**Q:** I have the energy of a hydrogen layer at eight heights above a thin TiAl slab, and the normal force on each hydrogen atom. How should I read the two columns together?

Rigid four-plane TiAl slab with one H per 2.795 × 2.795 Å surface cell, held at in-plane position (1/3, 1/3), its height counted from the top Ti plane. Ansatz 0.2.0, plane-wave PAW, scalar-relativistic PBEsol, no spin polarisation, cutoff 420 eV, k mesh 10×10×1, Gaussian smearing of 0.1 eV. Energies per cell are extrapolated to zero smearing and count from the lowest row.

```
height (Å)  energy (eV)  force along normal (eV/Å)
     0.651        0.752                      2.553
     0.901        0.227                      1.531
     1.201        0.000                     -0.002
     1.501        0.186                     -1.148
     1.901        0.809                     -1.812
     2.401        1.714                     -1.685
     3.201        2.761                     -0.910
     4.201        3.281                     -0.218
```

**A:** Think of the energy as a landscape and the force as its slope with the sign reversed. Height is measured from the top plane, which is made of Ti atoms, and a positive force along normal pushes the hydrogen away from the slab. Where this normal force vanishes, at 1.201 Å, the energy is the lowest of the scan. Elsewhere the mean force over a step times its length gives back the energy change to within 0.05 eV, so the two columns tell one story.

**Q:** Then why is the pull back to the surface strongest at 1.901 Å, when most of the energy is still to be spent?

**A:** Because the strongest pull marks the steepest part of the climb, not its top. At 1.901 Å the energy has reached only a quarter of its value in the last row. The steepest point itself probably lies between this row and the next, since the average pull over that step is as large as the pull at its start, although the pull at its end is smaller. Near the minimum, attraction and repulsion almost cancel along the normal. As the hydrogen rises, the repulsion dies first, since it needs close contact, and the net pull grows. Further out the attraction fades too, because the hydrogen 1s orbital overlaps less and less with the metal states. This is the standard picture of a stretched bond; the table shows the resulting shape, not the two parts separately.

**Q:** On the inner side I expected a wall that gets ever steeper. Does it?

**A:** The force does keep growing, but it grows more slowly at the end. Between 1.201 and 0.901 Å the normal force rises by 5.1 eV/Å for each Å of descent, and in the innermost step by only 4.1. A simple bond curve of the Morse type would stiffen all the way in.

**Q:** So does the repulsion itself become softer?

**A:** No, it turns sideways. The hydrogen does not sit on top of a Ti atom but beside one, and it is kept at that place while its height changes. Pushing it down therefore moves it past the Ti atom rather than straight into it. A growing part of the repulsion then acts along the surface, where the normal force does not record it. For each Å of descent the sideways force grows by about 6 eV/Å in the first inward step and by nearly 10 in the second.

**Q:** Can that be checked with a number?

**A:** Yes, from the geometry alone. The hydrogen lies one third of the way along the diagonal of the square cell, so its sideways distance from the Ti atom is √2 × 2.795 Å / 3 = 1.318 Å. At a height of 0.651 Å, the line from Ti to H is tilted from the normal by the angle whose tangent is 1.318/0.651, which is 64°. If contact with this one Ti atom dominates, the force on the hydrogen should have the same tilt.

**Q:** And does it?

**A:** In the innermost row it does: the computed force is tilted by 63°. The Ti atom also feels a sideways force of almost the same size in the opposite direction, so the push comes from the top plane; with one Ti atom per cell, that force cannot tell the nearest Ti atom from its neighbours. At 0.901 Å the estimate is already 5° off. At 1.201 Å it fails, because the force there is purely sideways while the line is still tilted by less than 50°. Repulsion from one Ti atom alone would not give that; a pull from the other metal atoms, downward and partly towards the hollow, is the expected reason.

**Q:** How do you know that the contact really hardens?

**A:** Take the total force, sideways part included, and compare it with the Ti–H distance instead of the height. For each Å by which that distance shrinks, the force grows by about 12 eV/Å in the first inward step and by about 20 in the second. The first figure is the rougher one, since the force at 1.201 Å does not point along the Ti–H line. The contact hardens while the wall seen along the normal softens. By the same geometry, the effect should be weaker the more nearly a hydrogen atom sits on top of a metal atom.

**Q:** At the other end, is 3.281 eV the energy needed to remove the hydrogen?

**A:** No. A pull of 0.218 eV/Å remains at 4.201 Å, so the curve has not levelled off. What is lifted is a whole layer, whose atoms stay 2.795 Å apart, not a lone atom. The calculation also leaves out spin, and a free hydrogen atom, with its single electron, then lies too high by very roughly 1 eV; in a layer this dense the error is expected to be smaller. The outer climb is therefore exaggerated, though these rows cannot show at which height the error sets in. Besides, hydrogen usually leaves a metal surface as H₂, and the cost of that depends on the energy of the molecule, which this scan does not contain.

**Q:** May I at least take 1.201 Å as the height of adsorbed hydrogen?

**A:** Only for this fixed place above a rigid slab. A sideways force of about 1 eV/Å still acts on the hydrogen there, pointing away from the nearest Ti atom towards the hollow between four of them. Left free, the hydrogen would start to move that way, and its height would change with it. The tilts, sideways forces and step-by-step changes are in the output below.

Output of the analysis:

```
Ti-H distance in Å and changes since the row before (eV and eV/Å²):
    row  Ti-H distance  energy rise  mean pull times step  stiffness  Ti-H change per height change
  0.651           1.47          n/a                   n/a        n/a                            n/a
  0.901          1.596       -0.525               -0.5105      4.088                         0.5062
  1.201          1.783       -0.227               -0.2294       5.11                         0.6221
  1.501          1.997        0.186                0.1725       3.82                         0.7148
  1.901          2.313        0.623                 0.592       1.66                         0.7893
  2.401          2.739        0.905                0.8742     -0.254                         0.8516
  3.201          3.462        1.047                 1.038    -0.9687                         0.9035
  4.201          4.403         0.52                 0.564     -0.692                         0.9412
Cost of 0.30 Å inward over cost of 0.30 Å outward: 1.22
Energy at the strongest pull as percentage of the last energy: 24.66
Last pull as percentage of the strongest pull: 12.03
Pull at 3.201 Å over pull at 4.201 Å: 4.174
Square of the ratio of these two heights: 1.722
Sideways force on H at 0.651 Å in eV/Å: 5.104
Sideways force on H at 0.901 Å in eV/Å: 2.714
Sideways force on H at 1.201 Å in eV/Å: 0.9541
Tilt of the force on H from the normal at 0.651 Å in degrees: 63.42
Tilt of the Ti-H line from the normal at 0.651 Å in degrees: 63.71
Tilt of the force on H from the normal at 0.901 Å in degrees: 60.57
Tilt of the Ti-H line from the normal at 0.901 Å in degrees: 55.63
Sideways counterforce on Ti as percentage of that on H at 0.651 Å: 98.21
Sideways counterforce on Ti as percentage of that on H at 0.901 Å: 95.49
Total force on H at 0.651 Å in eV/Å: 5.707
Total force on H at 0.901 Å in eV/Å: 3.116
Growth of total force per Å of Ti-H shortening, innermost step, in eV/Å²: 20.47
Growth of total force per Å of Ti-H shortening, next step, in eV/Å²: 11.59
```
